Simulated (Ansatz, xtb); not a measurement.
## Relative energy of two isomers of C2H6In

Structure X: `C[CH2][InH]`, a doublet. Structure Y: `[CH3][In][CH3]`, a doublet. Both are isolated molecules in the gas phase, relaxed with PBE0-D3(BJ)/def2-SVP, each in the lowest conformer that the search found.

X (Å):

```xyz
9

C     1.1184    0.0518    0.8059
C     1.6675    1.2699    1.5311
In    3.1037    0.7473    3.1518
H     0.4094    0.3368    0.0072
H     1.9141   -0.5421    0.3283
H     0.5777   -0.6277    1.4840
H     0.8713    1.8665    2.0058
H     2.2050    1.9520    0.8519
H     3.4589   -0.9826    3.4136
```

Y (Å):

```xyz
9

C     0.9697    0.6125   -1.4877
C     3.6069    2.5836    0.3599
In    1.5074    2.4095   -0.3149
H     1.2141   -0.2815   -0.8919
H    -0.0949    0.5946   -1.7554
H     1.5787    0.5998   -2.4059
H     4.2658    2.5195   -0.5207
H     3.7949    3.5260    0.8910
H     3.8300    1.7364    1.0281
```

Problem. Estimate E(Y) − E(X) at the level CCSD(T)/def2-SVP + ΔMP2/def2-TZVPP.

Solution. Calculated at CCSD(T)/def2-SVP + ΔMP2/def2-TZVPP: E(Y) − E(X) = −9.9 kcal/mol, so structure Y lies lower.

The same difference at several levels:

```
                             level              geometry  E(Y) − E(X) (kcal/mol)  departure from the last row (kcal/mol)  job, with rough time for the two
                          GFN2-xTB              GFN2-xTB                      +7.3                                   +17.2               optimisation, 0.4 s
                         HF/STO-3G              GFN2-xTB                     −30.7                                   −20.8               single point, 1.6 s
                r2SCAN-D4/def2-SVP              GFN2-xTB                      −9.9                                     0.0               single point, 8.7 s
              PBE0-D3(BJ)/def2-SVP  PBE0-D3(BJ)/def2-SVP                      −5.7                                    +4.2             optimisation, 4.6 min
                       HF/def2-SVP  PBE0-D3(BJ)/def2-SVP                      −5.4                                    +4.5           part of the CCSD(T) run
                      MP2/def2-SVP  PBE0-D3(BJ)/def2-SVP                      −6.8                                    +3.1           part of the CCSD(T) run
                  CCSD(T)/def2-SVP  PBE0-D3(BJ)/def2-SVP                      −5.8                                    +4.1                      single point
CCSD(T)/def2-SVP + ΔMP2/def2-TZVPP  PBE0-D3(BJ)/def2-SVP                      −9.9                                                        single point, 69 s
```

As drawn, Y has 1 C–In, 1 C–H in place of 1 C–C, 1 In–H.

GFN2-xTB puts the two in the other order. The largest departure from CCSD(T)/def2-SVP + ΔMP2/def2-TZVPP is that of HF/STO-3G, 20.8 kcal/mol. The last row adds to CCSD(T) the change of the MP2 difference between the two basis sets, here −4.1 kcal/mol, a large step that makes the value less sure.

With harmonic frequencies from PBE0-D3(BJ)/def2-SVP (ideal gas, rigid rotor, one conformer each, 298.15 K, 1 atm): on the last row, ΔE + ΔZPE = −9.4 kcal/mol. A mode under 50 cm⁻¹ makes harmonic enthalpies and free energies unreliable, so none is given.

Open shells are spin-unrestricted. The correlated steps freeze 6 core orbitals; the filled d shell of In is correlated, in a basis made for valence electrons. Atoms past krypton carry core potentials in the def2 sets, other sets are all-electron and non-relativistic, and no spin–orbit term is included. Codes used: Ansatz 0.2.0, xtb 6.7.1; the last row on 2 threads of Arm Neoverse N1 on a shared host.

Dimethylindium lies below ethylindium hydride at every level except GFN2-xTB. Both are bent In(II) radicals with the unpaired electron largely in an In 5s/5p hybrid, so the preference comes from the exchange of bonds rather than from a change of oxidation state. A C–H bond is considerably stronger than a C–C single bond, and this gain probably outweighs the loss in replacing In–H with the weaker In–C bond. The small zero-point penalty for Y fits a stiff C–H oscillator taking the place of a softer In–H one.

In the def2-SVP basis, HF, MP2 and CCSD(T) span only −5.4 to −6.8 kcal/mol, which suggests that correlation effects largely cancel between the isomers. The size of the preference therefore depends more on the basis than on the correlation treatment, and the match of r2SCAN-D4 with the final value is probably fortuitous. The energy difference says nothing about the barrier to interconversion or about resistance to loss of an alkyl radical to give In(I).
